Pulling hydrogen fluoride apart into an H and an F atom takes about 600 kJ/mol, and an error of roughly 4 kJ/mol, less than one percent, is a sensible target for a computed value. The table sets 25 levels of theory, all in the same small basis, against the measured value. A negative entry under "computed less measured atomization energy" means that the computed bond is too weak. The questions below build on one another.

Ansatz 0.2.0: hydrogen fluoride (neutral singlet) at various levels of theory in the 6-31G\* basis, at the MP2(full)/6-31G\* geometry. The fluorine 1s electrons are left out of the correlation treatment, and relativity is neglected.

| level | computed less measured atomization energy (kJ/mol) | rough wall time (s) |
| --- | --- | --- |
| RHF | -224.80 | 0.1 |
| RMP2 | -73.60 | n/a |
| CISD | -97.70 | 0.3 |
| RCCSD | -89.30 | n/a |
| RCCSD(T) | -88.00 | 0.2 |
| BCCD(T) | -87.90 | 0.4 |
| RCCSDT | -88.00 | n/a |
| CISDTQ | -87.50 | 1 |
| RCCSDT(Q) | -87.20 | 0.5 |
| RCCSDTQ | -87.30 | 2 |
| CASSCF valence | -148.30 | n/a |
| NEVPT2 valence | -67.10 | 0.2 |
| NEVPT4(SD) valence | -88.00 | 0.6 |
| MRCISD valence | -92.10 | n/a |
| MRCISD+Q valence | -89.20 | 0.5 |
| FCI | -87.20 | 3 |
| PBE | -41.10 | 0.3 |
| r2SCAN | -54.60 | 0.4 |
| PBE0 | -61.10 | 0.2 |
| B3LYP | -53.40 | 0.2 |
| CAM-B3LYP | -50.10 | 0.3 |
| wB97M-V | -45.10 | 0.5 |
| B2PLYP | -65.50 | 0.2 |
| PBE-QIDH | -74.10 | 0.2 |
| RPA-PBE | -117.10 | 0.2 |

### 1. Which level comes closest to the measured value?

PBE does, with a bond about 41 kJ/mol too weak. Every other level is further off, and all of them err in the same direction. Ten rows lie closer to the measured value than full configuration interaction (FCI), which solves the problem of the valence electrons exactly in the given basis. When approximate methods beat the exact one, the measured value is a poor judge of the methods, and something common to the rows must be spoiling the comparison.

### 2. Why does the exact method miss by 87 kJ/mol?

FCI is exact only for the functions it is given. In 6-31G\* the hydrogen atom has s functions alone, and fluorine has a single set of d functions and no diffuse ones. That suits a free hydrogen atom fairly well. In the molecule, however, the density around hydrogen is pulled towards fluorine, which calls for p functions, and the electron-rich fluorine calls for diffuse ones. The new electron pair of the bond also needs further functions to describe how its two electrons avoid each other. The molecule therefore suffers more from the small basis than the atoms do, and the bond comes out too weak.

This assignment rests on theory, since all rows share one basis. The other known omissions, such as core correlation and relativity, are worth only about 1 kJ/mol each, so the basis is left as the main cause of an error of 15 percent.

### 3. How, then, should a wave-function method be judged?

Its miss is best split in two. With $D$ for the atomization energy,

$$D_{\text{level}}-D_{\text{measured}}=(D_{\text{level}}-D_{\text{FCI}})+(D_{\text{FCI}}-D_{\text{measured}}).$$

The first bracket is the error of the method within this basis. The second is the same for every row and is mostly the error of the basis. Nothing is fitted here; the printed output after the text lists the first bracket for all rows.

Seen this way, the order changes. RCCSD(T) looks poor against experiment, yet it lies within 1 kJ/mol of FCI. The basis error is about a hundred times larger than what this method still lacks.

### 4. Why does RHF bind so weakly?

RHF lets each electron feel only the average field of the others, and it falls 138 kJ/mol short of FCI. The loss is large because bonding creates a new electron pair. The free fluorine atom has one unpaired electron and hydrogen has another; in the molecule the two form a pair in the bond, and their mutual avoidance lowers the energy in a way that the separate atoms cannot match. A method without correlation thus penalizes the molecule more than the atoms. By the same reasoning RHF loses still more where several new pairs form at once, as in the triple bond of N₂.

Valence CASSCF recovers a little more than half of the loss. It allows the two bonding electrons to sit on opposite atoms more often than RHF permits, by mixing in the antibonding orbital. The free fluorine atom has no empty valence orbital to mix in, so most of this gain is expected to come from the molecule. Not all of it does: valence CASSCF keeps the atom spin-pure, whereas the RHF entry appears to rest on a spin-unrestricted fluorine atom, which lies several kJ/mol lower. A small part of the step is then a change in how the atom is treated, and the table does not list the atomic energies that would separate it. The remaining 61 kJ/mol is chiefly dynamic correlation, the short-range avoidance among all valence electrons, which needs many orbitals outside the valence set.

### 5. Why does RMP2 look better than FCI?

Against FCI, RMP2 binds too strongly by 14 kJ/mol, and this hides part of the basis error. It is tempting to conclude that second-order theory exaggerates the correlation in the molecule. The energies of the same runs say otherwise: RMP2 gives the molecule 4.895 eV of correlation, while RCCSDTQ, practically exact here, gives 5.075 eV. The difference of 0.180 eV means that RMP2 leaves the molecule about 17 kJ/mol too high.

A molecule that is too high in energy can be overbound only if the atoms are higher still. Hydrogen has a single electron and no correlation to lose, so the fault lies with fluorine, which must be too high by about 17 + 14 = 31 kJ/mol. RMP2 overbinds because it treats the free atom worse than the molecule.

NEVPT2 overshoots FCI by 20 kJ/mol. Its fourth-order relative, NEVPT4(SD), returns to within 1 kJ/mol of FCI, which suggests that the overshoot comes from stopping at second order.

### 6. Do errors of the molecule and the atom always cancel?

They cancel in part, and CISD shows how far. It allows one or two electrons to be excited at a time but leaves out two pairs being excited independently at once. Coupled cluster includes such events as products of double excitations. Mainly for this reason, and partly because it also lacks triple excitations, the CISD energy of the molecule lies 21 kJ/mol above that of RCCSDTQ, but the binding suffers by only 10 kJ/mol. The other half of the error also sits in the fluorine atom and drops out of the difference.

Triple excitations behave alike. Going from RCCSD to RCCSDT lowers the molecule by 4.9 kJ/mol and strengthens the bond by 1.3 kJ/mol. A correction to a total energy is therefore a poor guide to its effect on a bond, and both sides of the reaction have to be treated at the same level.

### 7. Are the functionals really better than coupled cluster here?

The table cannot show that. Wave-function methods build the avoidance of electrons out of empty orbitals, which a small basis supplies poorly. An ordinary functional takes its correlation energy from the density and usually settles sooner as the basis grows. Its basis error is thus likely to be smaller than that of FCI, and the split of question 3 does not yield its method error.

Comparisons between related functionals are safer. PBE0 replaces a quarter of PBE's exchange by exact exchange, and the bond weakens by 20 kJ/mol. The approximate exchange of PBE is more local than exact exchange and so imitates some of the left-right avoidance in a bond; replacing part of it takes some of that binding away.

RPA-PBE stands apart, with a bond 117 kJ/mol too weak. It draws its correlation from empty orbitals and so feels the small basis as wave-function methods do. It is also known to underbind molecules, and these data do not separate the two causes.

### 8. What would a larger basis change, and which digits can be trusted?

FCI should move close to the measured value. If RMP2 kept its present lead of 14 kJ/mol over FCI, it would end near 590 + 14 = 604 kJ/mol, and its bond would turn from too weak to too strong. No run here tests this estimate, and the same step would serve RHF badly: a larger basis captures more correlation, so the gap between RHF and FCI should widen.

Eight rows, FCI among them, agree within 0.8 kJ/mol. This close agreement is natural for a molecule dominated by one determinant, in which no nominally empty orbital holds more than about 0.03 electrons. Steps of 0.1 kJ/mol among these rows are at the limit of the printed digits and rank nothing. Against nature, even the tens digit of their atomization energies is wrong.

For molecules dominated by one determinant, this means enlarging the basis before adding excitations beyond RCCSD(T), and comparing methods with a converged reference rather than picking the smallest miss in a small basis.

The analysis program printed:

```
Atomization energies in kJ/mol:
                 row  computed  computed_less_FCI
                 RHF     365.2             -137.6
                RMP2     516.4               13.6
                CISD     492.3              -10.5
               RCCSD     500.7               -2.1
            RCCSD(T)       502               -0.8
             BCCD(T)     502.1               -0.7
              RCCSDT       502               -0.8
              CISDTQ     502.5               -0.3
           RCCSDT(Q)     502.8                  0
             RCCSDTQ     502.7               -0.1
      CASSCF valence     441.7              -61.1
      NEVPT2 valence     522.9               20.1
  NEVPT4(SD) valence       502               -0.8
      MRCISD valence     497.9               -4.9
    MRCISD+Q valence     500.8                 -2
                 FCI     502.8                  0
                 PBE     548.9               46.1
              r2SCAN     535.4               32.6
                PBE0     528.9               26.1
               B3LYP     536.6               33.8
           CAM-B3LYP     539.9               37.1
             wB97M-V     544.9               42.1
              B2PLYP     524.5               21.7
            PBE-QIDH     515.9               13.1
             RPA-PBE     472.9              -29.9
FCI miss as a share of the measured energy, percent: 14.78
number of rows closer to the measured value than FCI: 10
binding gained from RHF to valence CASSCF, kJ/mol: 76.5
that gain as a share of the gain from RHF to FCI, percent: 55.6
binding gained from valence CASSCF to NEVPT2, kJ/mol: 81.2
binding gained from CISD to RCCSD, kJ/mol: 8.4
molecular energy of CISD above RCCSDTQ, kJ/mol: 21.21
binding lacking in CISD against RCCSDTQ, kJ/mol: 10.4
lowering of the molecule from RCCSD to RCCSDT, kJ/mol: 4.856
binding gained from RCCSD to RCCSDT, kJ/mol: 1.3
binding lost from PBE to PBE0, kJ/mol: 20
number of rows within 1 kJ/mol of FCI, FCI included: 8
span of these rows, kJ/mol: 0.8
```
